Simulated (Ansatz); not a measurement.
## A correction line for PBE0-D4/def2-TZVPP: vertical ionisation energy

The vertical ionisation energy (cation less neutral) in eV of 6 molecular compounds of Sn: x at PBE0-D4/def2-TZVPP, y at CCSD(T)/def2-TZVPP. Shapes, held fixed at every level: PBE0-D4/def2-TZVP. Flexible molecules stand in one conformer, not always the lowest. Programs: Ansatz 0.2.0.

| molecule | x (eV) | y (eV) |
| --- | --- | --- |
| C4H14N2Sn (SMILES C[N](C)[SnH2][N](C)C) | 7.57 | 7.85 |
| SnH3(SH) | 9.47 | 9.51 |
| C2H6F2O2Sn (SMILES C[O][Sn]([F])([F])[O]C) | 10.47 | 11.02 |
| SnH3(CH3) | 10.54 | 10.65 |
| SnHIF2 (SMILES [F][SnH]([F])[I]) | 10.70 | ? |
| SnH3F (SMILES [F][SnH3]) | 11.75 | 12.06 |

Question: Fit y = c + s·x to the known rows and predict y for SnHIF2.

Answer: 
1. Means of the 5 rows: x = 9.9600, y = 10.218.
2. Σ(Δx)² = 9.7528, Σ(Δx·Δy) = 9.9632, so the slope is 9.9632/9.7528 = 1.0216.
3. Intercept: 10.218 − (1.0216) × 9.9600 = 0.043. The largest residual of the fit is 0.28.
4. SnHIF2: 0.043 + 1.0216 × 10.70 = 10.97 eV.

CCSD(T)/def2-TZVPP gives 10.68 eV, so the prediction is off by +0.29 eV, about the largest residual. Uncorrected, PBE0-D4/def2-TZVPP misses it by +0.02 eV, and the other rows by 0.26 on average. The line makes this one worse. Left out in turn, the other rows are missed by 0.24 eV on average, hardly better than no correction. Cations run unrestricted. For atoms past krypton def2 sets carry core potentials with scalar relativity. Outer-core shells of I, Sn are correlated, in sets that cover them unevenly.

The error of PBE0 follows the character of the ionised orbital more than the size of the ionisation energy. It falls clearly below CCSD(T) for the amide, the methoxide and SnH3F, where the hole probably has much nitrogen, oxygen or fluorine 2p character. The two methods nearly agree for SnH3(SH), with its sulfur 3p lone pair, and for SnH3(CH3), which ionises from σ bonds.

SnHIF2 belongs with the second group despite its two fluorines, since the electron should leave a 5p lone pair on iodine, well above the fluorine levels. The line instead gives it a shift averaged over unlike holes. The larger shortfall for compact 2p holes may reflect a hole that PBE0 spreads too widely and so overstabilises, most visibly in the methoxide with its two equivalent oxygens.

The data therefore don't support a single correction line for tin compounds with different ligands. Nor does the close agreement for SnHIF2 imply equal accuracy against experiment, because spin-orbit splitting of the iodine hole, missing from both levels, would lower the first ionisation energy.
